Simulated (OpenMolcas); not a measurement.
A ladder of methods for C2H5Si (SMILES C=C[SiH2])

The species is C2H5Si (8 atoms), meant as a doublet with charge 0. SMILES: `C=C[SiH2]`. The shape is that of a PBE0-D4/def2-TZVP optimisation.

Quantity: the vertical energy of the quartet above the doublet, in eV. The values are calculated.

```json
{"level": "UHF/aug-cc-pVDZ", "kind": "Hartree–Fock", "program": "OpenMolcas", "value (eV)": "3.63", "CPU time (all runs)": "45 s"}
{"level": "USVWN5/aug-cc-pVDZ", "kind": "LDA", "program": "OpenMolcas", "value (eV)": "5.14", "CPU time (all runs)": "1.9 min"}
{"level": "UBLYP/aug-cc-pVDZ", "kind": "GGA", "program": "OpenMolcas", "value (eV)": "4.89", "CPU time (all runs)": "3.1 min"}
{"level": "UPBE/aug-cc-pVDZ", "kind": "GGA", "program": "OpenMolcas", "value (eV)": "4.80", "CPU time (all runs)": "2.8 min"}
{"level": "UM06-L/aug-cc-pVDZ", "kind": "meta-GGA", "program": "OpenMolcas", "value (eV)": "4.68", "CPU time (all runs)": "4.2 min"}
{"level": "UTPSS/aug-cc-pVDZ", "kind": "meta-GGA", "program": "OpenMolcas", "value (eV)": "4.67", "CPU time (all runs)": "4.1 min"}
{"level": "UBHLYP/aug-cc-pVDZ", "kind": "global hybrid", "program": "OpenMolcas", "value (eV)": "4.47", "CPU time (all runs)": "3 min"}
{"level": "UPBE0/aug-cc-pVDZ", "kind": "global hybrid", "program": "OpenMolcas", "value (eV)": "4.57", "CPU time (all runs)": "2.9 min"}
```

The values span 3.63 to 5.14 eV. Spin contamination of the reference (⟨S²⟩ at least 0.1 too high) touches UHF/aug-cc-pVDZ. CPU times are rough (shared hosts, several kinds of processor): they show what a rung costs within a factor of a few.

All the density functionals put the quartet well above the doublet, as expected for a vinylsilyl radical. The doublet keeps the C=C π bond and has its unpaired electron mainly on silicon, whereas the lowest quartet most likely requires a π→π* promotion, leaving three parallel spins. The cost is therefore essentially that of breaking a π pair at a geometry that still favours the double bond.

The gap falls from 5.14 eV in LDA through the GGAs and meta-GGAs to 4.57 and 4.47 eV in the hybrids. Both like-for-like pairs, BLYP with BHLYP and PBE with PBE0, show the same lowering, probably because exact exchange favours parallel spins without a matching gain in opposite-spin correlation. The Hartree–Fock value is no secure endpoint for this trend.

The doublet's place below the quartet at this geometry is thus robust among the functionals, but their ordering doesn't show which gap is most accurate. Nor do the vertical values give the adiabatic separation, which should be smaller because the quartet can relax by twisting and stretching the C–C bond.
